**Q:** If I press twice as hard on a crystal of Al₂Cu, does it shrink twice as much? And does its enthalpy rise twice as much?

**A:** Neither, though the enthalpy comes close. The table follows a cubic, fluorite-type form of the compound from slight tension to strong compression, computed with density-functional theory at zero temperature.

Cubic fluorite-type Al2Cu (Fm-3m, a = 5.726 Å at zero pressure), relaxed at each target pressure with its symmetry kept, at zero temperature. Ansatz 0.2.0, PBEsol, scalar-relativistic plane-wave PAW without spin polarisation, 420 eV cutoff, 0.1 eV Gaussian smearing, 14×14×14 k mesh at zero pressure. Changes are relative to the zero-pressure cell.

| pressure (GPa) | volume change (%) | enthalpy change (eV/atom) | a change (%) |
| --- | --- | --- | --- |
| -1 | 0.98 | -0.098 | 0.33 |
| 0 | 0.00 | 0.000 | 0.00 |
| 1 | -0.98 | 0.097 | -0.33 |
| 4 | -3.53 | 0.384 | -1.19 |
| 12 | -8.92 | 1.115 | -3.07 |
| 25 | -15.33 | 2.228 | -5.39 |
| 50 | -23.54 | 4.188 | -8.56 |
| 90 | -31.76 | 7.002 | -11.96 |

Compare 25 with 50 GPa. The volume loss grows only from 15 to 24 %, while the enthalpy rise grows from 2.2 to 4.2 eV per atom. The crystal resists more and more, yet its enthalpy climbs almost in a straight line.

**Q:** Before we go on, is this the Al₂Cu that I know from aluminium alloys?

**A:** Not quite. The stable compound is tetragonal, with a different arrangement of atoms. But age-hardened aluminium–copper alloys can also contain a metastable form, called θ′, whose arrangement is a slightly distorted version of the cubic one here. In the calculation the crystal kept its symmetry, so it could shrink but not rearrange its atoms. The table shows how this one structure responds to pressure. It can't tell you whether the structure would form, or at what pressure it would give way to another.

**Q:** Then how much stiffer does it get?

**A:** The bulk modulus measures that: it is the extra pressure divided by the fractional loss of volume which that pressure causes. Near zero pressure it is about 105 GPa. Averaged over the step from 50 to 90 GPa it is about 350 GPa, more than three times as much. The rise is smooth, with no jump in volume that would suggest a sudden change of state.

**Q:** What pushes back?

**A:** Mainly the electrons. In a metal such as this one, the outer electrons of aluminium and copper spread through the whole crystal. When the crystal shrinks, their waves must fit into less room, so their wavelengths shorten and their kinetic energy rises. They can't escape this by gathering in the lowest state, because the Pauli principle allows only two electrons in each.

There is also a pull inwards. Electrons and positive ions attract each other, and their Coulomb energy falls as they come closer. At zero pressure the outward push of the kinetic energy and the inward pull of the attraction cancel. The volume at which they do so is the natural volume of the crystal.

**Q:** If both grow on compression, why doesn't the balance simply hold?

**A:** Because they grow at different rates. Suppose that every length in the electron cloud shrinks in step with the cell edge L. Kinetic energy then grows as 1/L², since halving a wavelength quadruples the energy, while the Coulomb energy, which is negative, grows in size only as 1/L. Pressure is the change of energy with volume, which turns these into a push that grows as 1/L⁵ and a pull that grows as 1/L⁴.

The push therefore gains on the pull with every step inwards. Each further bit of compression also widens the gap by more than the last one did, and that is what stiffening means.

**Q:** Can you put a number on that?

**A:** Yes, with one piece of input. Let y be the original edge divided by the compressed edge. Since push and pull cancel at y = 1, the pressure must have the form

P = K (y⁵ − y⁴).

For a small compression, y = 1 + ε, this gives P ≈ Kε. The volume then falls by the fraction 3ε, because three edges shrink together. The starting bulk modulus B₀ is thus K/3, so that

P = 3B₀ (y⁵ − y⁴).

I take B₀ = 104.8 GPa from the rows at −1 and 1 GPa, and no row at high pressure enters. In the last row the edge is 11.96 % shorter, so y = 1/0.8804 = 1.136. Then y⁵ − y⁴ = 0.226, and P = 3 × 104.8 × 0.226 ≈ 71 GPa. The calculation needed 90 GPa to reach that volume.

**Q:** So once B₀ is given, the argument gets about four fifths of the pressure. Where is the rest?

**A:** The shortfall has a pattern. The estimate is about 2 % low at 4 GPa, 10 % low at 25 GPa and 21 % low at 90 GPa. The good start proves little, because B₀ was taken from the rows around zero pressure and the estimate has to fit there. What the pattern does show is that the crystal stiffens faster than the two scaling laws allow.

The weak point is the assumption that every length shrinks with the cell. The ion cores, which are the nuclei with their tightly bound inner electrons, hardly shrink at all. The room between them therefore shrinks by a larger fraction than the cell does. The outer electrons are largely kept out of the cores by the Pauli principle, so their kinetic energy should rise faster than 1/L².

Copper may add to this with its filled 3d shell, which reaches further out than a true core. The distance between aluminium and copper falls from 2.48 Å at zero pressure to 2.18 Å at 90 GPa, so the 3d shell is pushed into the electrons of its aluminium neighbours. A filled shell is expected to resist such overlap, though mixing between its states and those of the outer electrons can offset part of the resistance. Both effects should be at work already at zero pressure, but there they are hidden in B₀, which came from the calculation and not from the scaling laws. Their part in it is probably large, since free electrons that obeyed the two laws alone would be expected to form a much softer crystal. Four fifths is therefore not the share of the outer electrons in the pressure.

**Q:** Do the numbers prove that the cores are responsible?

**A:** They don't. They show a shortfall that grows with compression, which is what this reasoning leads us to expect. Dividing it between cores and 3d shell would need an analysis of the electron density that we don't have.

At the highest pressures there is also a technical doubt. The calculation keeps the innermost electrons frozen and treats the region around each nucleus as a sphere of fixed size. With the atoms this close, the spheres may overlap, and the effect on the last rows hasn't been tested.

**Q:** Now the enthalpy. If the crystal gets so much stiffer, why doesn't its enthalpy shoot up?

**A:** Because the slope of the enthalpy isn't set by the stiffness. Enthalpy is H = E + PV, where E is the internal energy. At zero temperature the internal energy changes only by the work of compression, dE = −P dV. This cancels one of the two terms from PV and leaves

dH = V dP.

The slope is simply the volume. The volume shrinks by only a third over the whole range, so the slope does too, from about 0.10 to 0.07 eV per atom for each GPa. A perfectly rigid crystal would show a perfectly straight line and reach 8.8 eV per atom at 90 GPa, where this one reaches 7.0. Stiffening in fact helps to keep the line straight, because it slows the loss of volume.

**Q:** Would my press have to supply those 7 eV per atom?

**A:** Not to the crystal. The work done on it in a slow compression is the rise of its internal energy, which is only about 1.0 eV per atom at 90 GPa. The other 6.0 eV is the product of pressure and remaining volume, which isn't energy stored in the material.

The stored part is small because the crystal gives up only about a third of its volume, and much of that goes early, while the pressure is still low. At 25 GPa nearly half of the final volume loss has already taken place, but the internal energy has risen by only 0.16 eV per atom. Enthalpy is the right quantity for comparing two structures at the same pressure. It is the wrong one for judging how much energy has been put into the crystal.

**Q:** One thing bothers me. The volume changes by 0.98 % at −1 GPa and by 0.98 % at 1 GPa. Shouldn't a stiffening crystal give way less when pressed than when pulled?

**A:** It should, and the equality is misleading. The run labelled 1 GPa actually stopped at 1.05 GPa, so its crystal was squeezed slightly too far. With a modulus near 105 GPa, the extra 0.05 GPa removes about 0.05 % of the volume. That is enough to hide the small difference you are looking for.

Rounding hides a little more: with another digit, the changes are 0.985 and 0.976 %. With the labelled pressures, the moduli of the two steps around zero come out as 102.5 and 101.5 GPa, a drop no larger than the rounding of the volumes can cause. With the pressures actually reached they are 103 and 106.5 GPa, a rise in line with the rest of the series. The run at 4 GPa also overshot, by 0.07 GPa, which shifts the neighbouring moduli only slightly. The printed analysis after this text lists the moduli for both choices.

**Q:** What should I carry over to another simple metal?

**A:** Compare the pressure with the starting bulk modulus. As long as the pressure is no more than a few per cent of it, the volume falls roughly in proportion. Once the two are of similar size, as at the end of this table, the crystal is much stiffer, because the outward push of the electrons grows faster than the inward pull. The formula with y then gives a first guess of the pressure, and here that guess was too low, probably because the cores and the 3d shell of copper don't shrink in step with the cell. For the enthalpy, start from a straight line whose slope is the volume, and let it bend down gently as the volume falls.

Output of the analysis:

```
Steps from the row before:
  row  modulus from target pressures GPa  modulus from reached pressures GPa  volume loss % of start per GPa  volume from enthalpy slope A3/atom  mean volume of the step A3/atom
    0                              102.5                                 103                          0.9754                                15.7                            15.72
    1                              101.5                               106.5                           0.934                               15.54                            15.57
    4                                115                               115.9                          0.8433                               15.33                            15.29
   12                              139.1                               137.9                          0.6798                               14.64                            14.67
   25                              178.1                               178.2                          0.4929                               13.72                            13.75
   50                              245.1                               245.1                          0.3285                               12.56                            12.61
   90                              351.7                               351.7                          0.2055                               11.27                            11.32
States:
  row  volume A3/atom  PV term eV/atom  internal energy rise eV/atom  pressure from scaling estimate GPa
   -1            15.8         -0.09862                     0.0006232                              -1.007
    0           15.65                0                             0                                   0
    1           15.49          0.09671                     0.0002911                               1.047
    4            15.1           0.3769                      0.007126                               3.975
   12           14.25            1.067                       0.04755                               11.26
   25           13.25            2.067                        0.1607                               22.39
   50           11.96            3.734                        0.4542                               42.08
   90           10.68            5.998                         1.004                               71.09
Bulk modulus near zero pressure, from the rows at -1 and 1 GPa, GPa: 104.8
Modulus of the step 50 to 90 GPa over that near zero pressure: 3.356
Internal energy share of the enthalpy rise at 25 GPa, %: 7.211
Internal energy share of the enthalpy rise at 90 GPa, %: 14.34
Enthalpy rise at 90 GPa if the volume had stayed at its start, eV/atom: 8.79
Scaling estimate over set pressure at 25 GPa, %: 89.54
Scaling estimate over set pressure at 90 GPa, %: 78.98
Al-Cu distance at 0 GPa, A: 2.48
Al-Cu distance at 90 GPa, A: 2.183
Al-Al distance at 0 GPa, A: 2.863
Al-Al distance at 90 GPa, A: 2.521
```
